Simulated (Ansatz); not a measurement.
**How methods differ on SnH3Cl (SMILES [Cl][SnH3])**

SnH3Cl has 5 atoms, charge 0, and is taken as a singlet. SMILES: `[Cl][SnH3]`. The shape is that of a PBE0-D4/def2-TZVP optimisation.

```xyz
5

Cl   -1.8394    0.3324    1.0299
Sn    0.1689   -0.0445   -0.0975
H    -0.1205    0.3629   -1.7224
H     0.5227   -1.6942    0.1111
H     1.3182    0.9699    0.6374
```

Each level gives the energy change with the Sn2–H4 bond stretched from 1.700 to 4.250 Å (eV). The values are calculated.

```
                       level                    kind  program  value (eV)  less FCI/STO-3G
   SVWN5/STO-3G (restricted)                     LDA   Ansatz        6.65            +2.19
    BLYP/STO-3G (restricted)                     GGA   Ansatz        6.27            +1.81
     PBE/STO-3G (restricted)                     GGA   Ansatz        6.40            +1.94
   BHLYP/STO-3G (restricted)           global hybrid   Ansatz        8.13            +3.67
 wB97M-V/STO-3G (restricted)  range-separated hybrid   Ansatz        8.14            +3.68
 RPA@PBE/STO-3G (restricted)                     RPA   Ansatz        5.44            +0.98
     MP2/STO-3G (restricted)     perturbation theory   Ansatz        5.72            +1.26
CCSDT(Q)/STO-3G (restricted)   coupled cluster or CI   Ansatz        4.46             0.00
                  FCI/STO-3G      exact in the basis   Ansatz        4.46             0.00
```

FCI/STO-3G is exact within its basis and frozen core, so for wave-function methods in that basis the difference is their error; functionals converge differently with the basis, so for them it is only a difference. All-electron rows without a relativistic Hamiltonian named are non-relativistic. The first shape isn't each level's own minimum. The values span 4.46 to 8.14 eV. All rows use very small basis sets, so none should be taken for the real molecule's value. In the correlated wave-function rows the outer d shell of Sn is correlated, in sets not made for it.

Every approximate level except CCSDT(Q) makes stretching the Sn–H bond too costly compared with FCI. The main reason is static correlation: as the σ and σ* orbitals approach degeneracy, the singlet needs both closed-shell configurations, while a single restricted determinant retains spurious ionic character where two radical fragments should form. Exact exchange exposes this fault more fully, as the rise from 6.27 eV with BLYP to 8.13 eV with BHLYP shows. Semilocal exchange partly mimics the missing left-right correlation, so the smaller deviations of BLYP and PBE probably reflect compensation rather than a sound description of the broken bond.

RPA and MP2 recover part of the missing correlation, but MP2's remaining error is no measure of its behaviour further out, where the shrinking orbital gap eventually makes its correlation energy diverge. CCSDT(Q) matches FCI to the printed precision, helped by the fact that only one electron pair is being separated. That agreement doesn't carry over to breaking several bonds at once.
